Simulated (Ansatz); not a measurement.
A family of molecules: the HOMO–LUMO gap

Gas-phase molecules, one atom swapped for its congeners: C2H9BO `[BH3-][O+](C)C`; C2H9AlO `C[O+](C)[AlH3-]`; C2H9GaO `C[O+](C)[GaH3-]`; C2H9InO `C[O+](C)[InH3-]`. All are singlets with charge 0.

Shapes, held fixed at every level: PBE0-D4/def2-TZVP. Programs: Ansatz 0.2.0. Values in eV.

```json
{"level": "SPW92/def2-TZVPP", "C2H9BO": "6.01", "C2H9AlO": "5.19", "C2H9GaO": "5.36", "C2H9InO": "4.88"}
{"level": "PBE-D4/def2-TZVPP", "C2H9BO": "6.25", "C2H9AlO": "5.44", "C2H9GaO": "5.60", "C2H9InO": "5.08"}
{"level": "B3LYP-D4/def2-TZVPP", "C2H9BO": "8.08", "C2H9AlO": "7.15", "C2H9GaO": "7.27", "C2H9InO": "6.60"}
{"level": "BHLYP-D4/def2-TZVPP", "C2H9BO": "10.62", "C2H9AlO": "9.56", "C2H9GaO": "9.69", "C2H9InO": "8.80"}
{"level": "PBE0-D4/def2-TZVPP", "C2H9BO": "8.56", "C2H9AlO": "7.56", "C2H9GaO": "7.70", "C2H9InO": "7.01"}
{"level": "wB97M-V/def2-TZVPP", "C2H9BO": "12.45", "C2H9AlO": "11.37", "C2H9GaO": "11.59", "C2H9InO": "10.56"}
{"level": "wB97X-V/def2-TZVPP", "C2H9BO": "13.01", "C2H9AlO": "11.94", "C2H9GaO": "12.07", "C2H9InO": "11.11"}
```

At wB97X-V/def2-TZVPP the HOMO–LUMO gap isn't monotonic: it is largest for B and smallest for In (13.01 and 11.11 eV). Every level shows the same order. For atoms past krypton def2 sets carry core potentials with scalar relativity. Relativity is left out for Ga. Orbital gaps aren't excitation energies, and the LUMO depends on the basis.

The gap falls from B to Al, recovers slightly at Ga and drops to its lowest value at In, with the step from B to Al the largest at every level. The compact boron 2p shell overlaps well with hydrogen, giving strong B–H bonds and a wide separation between bonding and antibonding levels. Aluminium is more electropositive and its valence orbitals are more diffuse, so the hydridic Al–H bonding levels probably lie higher while acceptor levels become more accessible. The reversal at Ga suggests the d-block contraction: the filled 3d shell screens the nuclear charge poorly, making Ga more electronegative than Al and its bonds to hydrogen less hydridic. In indium, the larger, more diffuse valence shell overlaps less effectively, which fits the renewed decrease.

The ordering is much more robust than the gap itself, which for the boron adduct runs from 6.01 to 13.01 eV, probably because nonlocal exchange separates occupied from virtual levels. The gaps do not rank the strength of the dative E–O bonds.
